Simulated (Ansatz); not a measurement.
# A ladder of methods for SbCl3 (antimony trichloride)

SbCl3 has 4 atoms, charge 0, and is taken as a singlet. SMILES: `[Cl][Sb]([Cl])[Cl]`. The coordinates come from a PBE0-D4/def2-TZVP relaxation.

Quantity: the vertical ionisation energy (to the doublet cation), in eV. The values are calculated.

| level | kind | program | value (eV) | less CCSD(T)/def2-SVPD | CPU time (all runs) |
| --- | --- | --- | --- | --- | --- |
| HF/def2-SVPD (core potential) | Hartree–Fock | Ansatz | 10.21 | -0.27 | 32 s |
| SVWN5/def2-SVPD (core potential) | LDA | Ansatz | 10.51 | +0.03 | 35 s |
| BLYP/def2-SVPD (core potential) | GGA | Ansatz | 10.17 | -0.31 | 72 s |
| PBE/def2-SVPD (core potential) | GGA | Ansatz | 10.32 | -0.16 | 69 s |
| r2SCAN/def2-SVPD (core potential) | meta-GGA | Ansatz | 10.54 | +0.06 | 2.9 min |
| wB97X/def2-SVPD (core potential) | range-separated hybrid | Ansatz | 10.87 | +0.39 | 3.4 min |
| MP2/def2-SVPD (core potential) | perturbation theory | Ansatz | 10.64 | +0.16 | 42 s |
| CCSD(T)/def2-SVPD (core potential) | coupled cluster or CI | Ansatz | 10.48 | 0.00 | 2.8 min |

CCSD(T)/def2-SVPD (core potential) is the highest level here, not the true value. Spin-orbit coupling is left out. The values span 10.17 to 10.87 eV. In the correlated wave-function rows the outer d shell of Sb is correlated, in sets not made for it. CPU times are rough (shared hosts, several kinds of processor and program).

The electron most likely leaves the antimony lone pair, an orbital of mixed 5s and 5p character with an antibonding chlorine 3p contribution. Hartree–Fock puts the ionisation energy 0.27 eV below the coupled-cluster value, probably because the neutral molecule, with one more electron pair, has more correlation energy to lose than the cation. MP2 recovers this missing contribution but overshoots, ending 0.16 eV too high.

The density functionals don't improve steadily with sophistication. SVWN5 and r2SCAN lie closest to coupled cluster, the two GGAs fall below it, and the range-separated hybrid deviates most, at +0.39 eV. The close match of SVWN5 therefore suggests a cancellation of errors rather than a better description of the ionisation.

This ranking of the functionals may not hold against experiment: correlation energies converge slowly with basis size, and a larger basis would probably raise the coupled-cluster value, bringing it closer to wB97X and further from the GGAs.
